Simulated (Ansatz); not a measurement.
Cu₃Pd: pressure against volume per atom

Periodic Kohn-Sham DFT of a crystal at fixed atoms; pressure and stress are positive in compression; the energy is the free energy less that of spherical unpolarised free atoms; site moments are those in the method's own spheres, positive along +z. The results are calculated, by Ansatz 0.2.0.

Cell of the first row (space group P4/mmm, No. 123):
```
Cu3Pd
1.0
      3.6215     0.0000     0.0000
      0.0000     3.6215     0.0000
      0.0000     0.0000     3.5843
Cu Pd
3 1
Direct
  0.00000 0.50000 0.50000
  0.50000 0.00000 0.50000
  0.50000 0.50000 0.00000
  0.00000 0.00000 0.00000
```

Settings of every row: method frozen-core PAW; functional PBEsol; relativity scalar; k mesh 11x11x11; filling fermi-dirac; smearing width 0.05 eV; wave cutoff 420 eV; paw set soft_2.

Atom start moment: 0 on all atoms.

Limits: PAW files made with PBE.

| row | volume per atom (Å³) | pressure (GPa) |
| --- | --- | --- |
| 1 | 11.752 | 7.373 |
| 2 | 12.253 | -0.678 |
| 3 | 12.503 | ? |
| 4 | 12.628 | -5.526 |
| 5 | 13.003 | -9.537 |

Question: what pressure should row 3 give?

Worked fit of pressure. Take u = (V_r/V)^(2/3) − 1 with V_r = 12.441 Å³ an atom, which is twice the finite (Eulerian) strain; such expansions in the strain, on which the Birch-Murnaghan equation of state is built, carry the rest volume and the bulk modulus. The shown rows have u = 0.03871, 0.0102, -0.0099, -0.02903. Least squares give pressure = −3.2227 + 241.537 × u + 830.5 × u² GPa; a straight line predicts inner rows, each left out in turn, worse (root mean square 0.61 against 0.013 GPa). The rows lie off it by 0.001, -0.005, 0.007, -0.002 (root mean square 0.0044 GPa). The pressure vanishes at u = 0.0128, or V = 12.21 Å³ an atom, and there the bulk modulus at fixed shape and fractions is B = −V dP/dV = (2/3)(1 + u) dP/du = 177 GPa. Letting shape and atoms relax would as a rule lower it, by much in layered, chain or molecular crystals. The withheld row has u = -0.00331, so the fit gives −3.2227 + 241.537 × (-0.00331) + 830.5 × (-0.00331)² = -4.013 GPa.

The calculation gave -4.01 GPa. The fit lies 0.003 GPa (0.018 % of the column's range) below it; its largest miss of a shown row is 0.007 GPa.
